# Vibronic levels of a Π state in the harmonic Renner model

## Statement

**Model.** A linear triatomic molecule in a $\Pi$ electronic state has two components $|\Lambda=\pm1\rangle$ and a doubly degenerate bend with dimensionless polar coordinates $(q,\varphi)$. Bending splits the state into two Born–Oppenheimer sheets,

$$V_\pm=\tfrac12\,\omega\,(1\pm\epsilon)\,q^2,\qquad \epsilon=\frac{k_+-k_-}{k_++k_-},\qquad |\epsilon|<1 .$$

Here $k_+$ and $k_-$ are the force constants of the components symmetric ($A'$) and antisymmetric ($A''$) under reflection in the plane of the bent molecule, and $\omega$ is the wavenumber that belongs to the mean force constant. Term values $G$ are in cm$^{-1}$, counted from the common minimum at $q=0$, for the bend alone in a non-rotating molecule without spin. With $q_\pm=q\,e^{\pm i\varphi}$, the model (Renner, 1934) reads

$$H=H_0+V,\qquad H_0=\tfrac12\omega\,(p^2+q^2),\qquad V=\tfrac12\epsilon\omega\left(q_+^2\,|{-1}\rangle\langle{+1}|+q_-^2\,|{+1}\rangle\langle{-1}|\right).$$

The electronic eigenvalues of $V$ are $\pm\tfrac12\epsilon\omega q^2$, as the two sheets require. $V$ changes $\Lambda$ and the vibrational angular momentum $l$ by two units in opposite senses, so $K=\Lambda+l$ is conserved. Levels $K$ and $-K$ are degenerate, and $K\ge0$ is used below. The label $v$ is the bending quantum number at $\epsilon=0$.

**Result.**

- (R1) $K=0$, $v$ odd, exact: $G(\Sigma^\pm)=\omega\sqrt{1\pm\epsilon}\,(v+1)$.
- (R2) $K\ge1$, $v=K-1$, the single or *unique* level: $G=\omega\left[(v+1)-\tfrac18\epsilon^2K(K+1)\right]+O(\epsilon^4)$.
- (R3) $K\ge1$, $v=K+1,K+3,\dots$, a pair: $G=\omega\left(1-\tfrac18\epsilon^2\right)(v+1)\pm\tfrac12\epsilon\omega\sqrt{(v+1)^2-K^2}+O(\epsilon^3)$.

The unique level has no term of first order, nor of any odd order, in $\epsilon$.

**Inputs for NCN $\tilde A\,^3\Pi_u$.** Typical values are $\omega=534$ cm$^{-1}$, $\epsilon=-0.17$ and a spin–orbit constant $A=-37.5$ cm$^{-1}$. They give $\tfrac12|\epsilon|\omega=45.39$ cm$^{-1}$ and $\tfrac18\epsilon^2\omega=1.929$ cm$^{-1}$. All numbers below are the model's for these inputs. The bend has $\pi_u$ symmetry, so the vibronic levels are $\Pi_u$ for $v=0$; $\Sigma_g^+,\Sigma_g^-,\Delta_g$ for $v=1$; and $\Pi_u,\Pi_u,\Phi_u$ for $v=2$. The unique ones are $\Pi_u(v=0)$, $\Delta_g(v=1)$ and $\Phi_u(v=2)$.

## A wrong attempt at the unique level

**The argument of this section is wrong, and its result (W4) must not be used.**

- (W1) For fixed nuclei the electronic energies are $\tfrac12\omega q^2\pm\tfrac12|\epsilon|\omega q^2$.
- (W2) The level $v=K-1$ is the lowest of its $K$. It therefore lies on the lower sheet and feels the perturbation $-\tfrac12|\epsilon|\omega q^2$.
- (W3) Its radial function is $f\propto q^{K-1}e^{-q^2/2}$, for which $\langle q^2\rangle=K!/(K-1)!=K=v+1$.
- (W4, wrong) $G_{\rm wrong}=\omega K\left(1-\tfrac12|\epsilon|\right)$.

For NCN this gives shifts of $-45.4$, $-90.8$ and $-136.2$ cm$^{-1}$ for $K=1,2,3$, and wrong term values of 488.6, 977.2 and 1465.8 cm$^{-1}$.

## The symptom

**The centre of gravity moves.** The first-order shifts of the $2(v+1)$ states of a given $v$ are the eigenvalues of $V$ projected on those states, and their sum is the trace of that projection. $V$ has no element diagonal in $\Lambda$, so the trace is zero. For $v=0$ the manifold holds only the states $K=\pm1$, and (W4) gives a sum of $-90.8$ cm$^{-1}$. For $v=1$ the two $\Sigma$ shifts $\pm\epsilon\omega$ cancel, and the two $\Delta$ states leave $-181.6$ cm$^{-1}$. Nothing is shifted upward to compensate.

**The result has a kink.** Within its $K$ block the unique level is non-degenerate at $\epsilon=0$, so its energy is analytic in $\epsilon$ there. A term in $|\epsilon|$ is not.

**The spin splitting is lost.** A state confined to one sheet has equal weights of $\Lambda=+1$ and $\Lambda=-1$, hence $\langle\Lambda\rangle=0$. Line (W2) thus removes the first-order spin–orbit splitting from the vibrationless level of a $^3\Pi$ state, and does so for arbitrarily small $\epsilon$, although at $\epsilon=0$ that level is split into three components spaced by $|A|$.

## The faulty line

Lines (W1) and (W3) are correct. The fault is (W2). Write a state of given $K$ as

$$\Psi=f(q)\,e^{i(K-1)\varphi}|{+1}\rangle+g(q)\,e^{i(K+1)\varphi}|{-1}\rangle ,$$

and set $u_\pm=(f\pm g)/\sqrt2$. With $|{\pm1}\rangle\sim e^{\pm i\theta}$, where $\theta$ is the electronic azimuth, $u_+$ multiplies $\cos(\theta-\varphi)$, the $A'$ sheet, and $u_-$ multiplies $\sin(\theta-\varphi)$, the $A''$ sheet. The centrifugal terms are $(K-1)^2f/2q^2$ and $(K+1)^2g/2q^2$. Their sum and difference give

$$\left[-\frac12\left(\frac{d^2}{dq^2}+\frac1q\frac{d}{dq}\right)+\frac{K^2+1}{2q^2}+\frac{(1\pm\epsilon)q^2}{2}\right]u_\pm-\frac{K}{q^2}\,u_\mp=\frac{G}{\omega}\,u_\pm .$$

The term $-K/q^2$ is the non-adiabatic coupling of the sheets. It does not contain $\epsilon$, and for $K\neq0$ it outweighs the sheet separation $|\epsilon| q^2$ near the linear geometry. No level with $K\ne0$ lies wholly on one sheet.

Confinement to one sheet means $g=\pm f$. At zeroth order this needs an oscillator function with $l=K+1$ and the same $v$. Since $|l|\le v$, no such function exists for $v=K-1$. Hence $g=0$ and $u_+=u_-=f/\sqrt2$. The unique level has half its weight on each sheet, and the contributions $+\tfrac14\epsilon\omega K$ and $-\tfrac14\epsilon\omega K$ cancel. The attempt combined the radial function of a pure $\Lambda=+1$ state with the potential of a one-sheet state.

## The mended calculation

**Proof of (R1).** For $K=0$ the coupling vanishes. Each equation is that of a two-dimensional oscillator with $|l|=1$ and wavenumber $\omega\sqrt{1\pm\epsilon}$, whose levels carry $2n+2=v+1$ quanta including the zero point, with $n=0,1,\dots$ radial nodes. The function $\cos(\theta-\varphi)$ is even under $\theta\to-\theta,\ \varphi\to-\varphi$, so the $A'$ sheet carries $\Sigma^+$.

**Matrix elements.** With circular quanta $a_\pm=(a_x\mp ia_y)/\sqrt2$ one has $v=n_++n_-$, $l=n_+-n_-$ and $q_+=a_+^\dagger+a_-$, so

$$q_+^2=a_+^{\dagger2}+2a_+^\dagger a_-+a_-^2 .$$

The block of given $K\ge1$ is spanned by two ladders with $j=0,1,\dots$:

- $|a_j\rangle$: $\Lambda=+1$, $(n_+,n_-)=(K-1+j,\;j)$, energy $\omega(K+2j)$;
- $|b_j\rangle$: $\Lambda=-1$, $(n_+,n_-)=(K+1+j,\;j)$, energy $\omega(K+2+2j)$.

With $\gamma=\tfrac12\epsilon\omega$ the only non-zero elements, apart from their transposes, are

$$\langle b_j|V|a_j\rangle=\gamma\sqrt{(K+j)(K+j+1)},\quad \langle b_{j-1}|V|a_j\rangle=2\gamma\sqrt{j(K+j)},\quad \langle b_{j-2}|V|a_j\rangle=\gamma\sqrt{j(j-1)} .$$

State $a_j$ is degenerate with $b_{j-1}$. State $a_0$, which has $v=K-1$, has no partner.

**Proof of (R2).** The first-order shift is $\langle a_0|V|a_0\rangle=0$. State $a_0$ couples only to $b_0$, which lies $2\omega$ higher:

$$G^{(2)}=-\frac{\gamma^2K(K+1)}{2\omega}=-\tfrac18\epsilon^2\omega K(K+1).$$

The operator $\hat\Lambda=|{+1}\rangle\langle{+1}|-|{-1}\rangle\langle{-1}|$ commutes with $H_0$ and $K$ and obeys $\hat\Lambda V\hat\Lambda=-V$. The spectrum of each block is therefore the same for $\epsilon$ and $-\epsilon$. A non-degenerate level maps on itself, so its series is even in $\epsilon$. The members of a pair exchange places, which permits the $\pm$ term of (R3).

The first correction is of fourth order. From $b_0$ the paths that avoid $a_0$ lead to $a_1$ (squared element $4\gamma^2(K+1)$, energy $2\omega$ above $a_0$) and to $a_2$ (squared element $2\gamma^2$, energy $4\omega$ above). With the renormalisation term $-G^{(2)}\gamma^2K(K+1)/4\omega^2$,

$$G^{(4)}=\frac{\gamma^4K(K+1)}{4\omega^3}\left[-2(K+1)-\frac12+\frac{K(K+1)}{2}\right]=\frac{\epsilon^4\omega}{128}\,K(K+1)(K^2-3K-5).$$

The expansion holds while the admixture of $b_0$, of amplitude $|\epsilon|\sqrt{K(K+1)}/4$, is small. For NCN and $K=1$ the coupling element is 64.2 cm$^{-1}$ in magnitude, the gap is 1068 cm$^{-1}$ and the amplitude is 0.060.

**Proof of (R3).** Put $N=v+1=K+2j$ with $j\ge1$, so that $j=(N-K)/2$ and $K+j=(N+K)/2$. The element within the pair $(a_j,b_{j-1})$ is $2\gamma\sqrt{j(K+j)}=\gamma\sqrt{N^2-K^2}$. In second order $a_j$ is pushed down by $b_j$ and up by $b_{j-2}$, and $b_{j-1}$ is pushed down by $a_{j+1}$ and up by $a_{j-1}$:

$$\delta_a=\frac{\gamma^2}{2\omega}\left[j(j-1)-(K+j)(K+j+1)\right]=-\tfrac18\epsilon^2\omega N(K+1),$$

$$\delta_b=\frac{\gamma^2}{2\omega}\left[(K+j-1)(K+j)-j(j+1)\right]=+\tfrac18\epsilon^2\omega N(K-1).$$

Two actions of $V$ restore $\Lambda$, so there is no second-order element between $a_j$ and $b_{j-1}$. The mean of the diagonal terms is $-\tfrac18\epsilon^2\omega N$ and their half-difference is $d=\tfrac18\epsilon^2\omega NK$ in magnitude. The eigenvalues of the $2\times2$ matrix are

$$\omega N\left(1-\tfrac18\epsilon^2\right)\pm\sqrt{\gamma^2(N^2-K^2)+d^2}.$$

For $N>K$ the term $d^2$ alters the root only by $d^2/2|\gamma|\sqrt{N^2-K^2}$, which is of order $\epsilon^3$, and (R3) follows. At $K=0$, (R3) coincides with the expansion of (R1) through $\epsilon^2$. Setting $N=K$ in (R3) removes the square root correctly but gives $-\tfrac18\epsilon^2\omega K$. The unique level keeps the whole of $\delta_a$, which at $N=K$ is (R2), because no partner averages it.

## Size of the error for NCN

The reference is the model itself, diagonalised with 15 states of each ladder per $K$. The error is $G_{\rm wrong}$ minus that value. All entries are in cm$^{-1}$.

| Level | $K$ | $G_{\rm wrong}$ | shift in (R2) | $G$ from (R2) | $G^{(4)}$ | diagonalised | error |
|---|---|---|---|---|---|---|---|
| $\Pi_u$, $v=0$ | 1 | 488.6 | $-3.86$ | 530.1 | $-0.05$ | 530.1 | $-41.5$ |
| $\Delta_g$, $v=1$ | 2 | 977.2 | $-11.57$ | 1056.4 | $-0.15$ | 1056.3 | $-79.1$ |
| $\Phi_u$, $v=2$ | 3 | 1465.8 | $-23.15$ | 1578.9 | $-0.21$ | 1578.6 | $-112.8$ |

The sum of (R2) and $G^{(4)}$ matches the diagonalised values within 0.01 cm$^{-1}$. The wrong shift exceeds the second-order one by the factor $4/[|\epsilon|(K+1)]$, about 12 for $K=1$.

The other low levels fix the pattern. With $\epsilon<0$, (R1) puts $\Sigma_g^+$ at 973.0 and $\Sigma_g^-$ at 1155.2 cm$^{-1}$. The expansion (R3) gives 973.4 and 1154.9 cm$^{-1}$, and the cubic term of the square root, $|\epsilon|^3\omega(v+1)/16=0.3$ cm$^{-1}$, accounts for most of the difference. For $v=2$, $K=1$, (R3) gives $1596\pm128$ cm$^{-1}$, and diagonalisation raises the half-splitting by 0.4 cm$^{-1}$. The $\Delta_g$ level at 1056.3 cm$^{-1}$ lies near the mean of the $\Sigma_g$ pair, 1064.1 cm$^{-1}$. The wrong attempt sets it beside $\Sigma_g^+$.

Spectra give intervals, in which part of the error cancels. The model's interval $\Delta_g(v=1)-\Pi_u(v=0)$ is 526.2 cm$^{-1}$. The attempt gives 488.6 cm$^{-1}$, an error of $-37.6$ cm$^{-1}$ or 7 per cent.

## Omitted terms

**Spin–orbit coupling.** The term $A\hat\Lambda\Sigma$, with spin projection $\Sigma=0,\pm1$, is about ten times the second-order shift of the $v=0$ level and cannot be ignored in NCN. It vanishes for $\Sigma=0$, so (R1)–(R3) describe the central spin component. For $\Sigma=\pm1$ it adds $+A\Sigma$ to every $a_j$ and $-A\Sigma$ to every $b_j$. The gap from $a_0$ to $b_0$ becomes $2\omega-2A\Sigma$, and expansion of $-\gamma^2K(K+1)/(2\omega-2A\Sigma)$ to first order in $A$ gives a total spin shift $A\Sigma\left[1-\tfrac18\epsilon^2K(K+1)\right]$ of the unique level. The bracket is $\langle\Lambda\rangle$, equal to 0.993 for $K=1$ and 0.978 for $K=2$. The effective constants are $-37.2$ and $-36.7$ cm$^{-1}$, so the $\Delta_g-\Pi_u$ interval between like spin components changes by only 0.5 cm$^{-1}$. In a pair the lowest-order half-splitting becomes $\sqrt{A^2\Sigma^2+\gamma^2(N^2-K^2)}$, which for $v=1$, $K=0$ is 98.2 in place of 90.8 cm$^{-1}$.

**Anharmonicity and other electronic states.** Quartic bending terms, and the term $g_KK\hat\Lambda$ that arises from coupling to distant $\Sigma$ and $\Delta$ electronic states, are typically a few cm$^{-1}$ for low levels of such radicals. They rival the second-order shifts of 4 to 12 cm$^{-1}$ for $K=1,2$, so the decimals in the table belong to the harmonic model and not to the molecule. They are small beside the bending intervals of about 500 cm$^{-1}$, and roughly an order of magnitude smaller than the errors of 40 to 110 cm$^{-1}$ that a first-order shift of the unique level produces.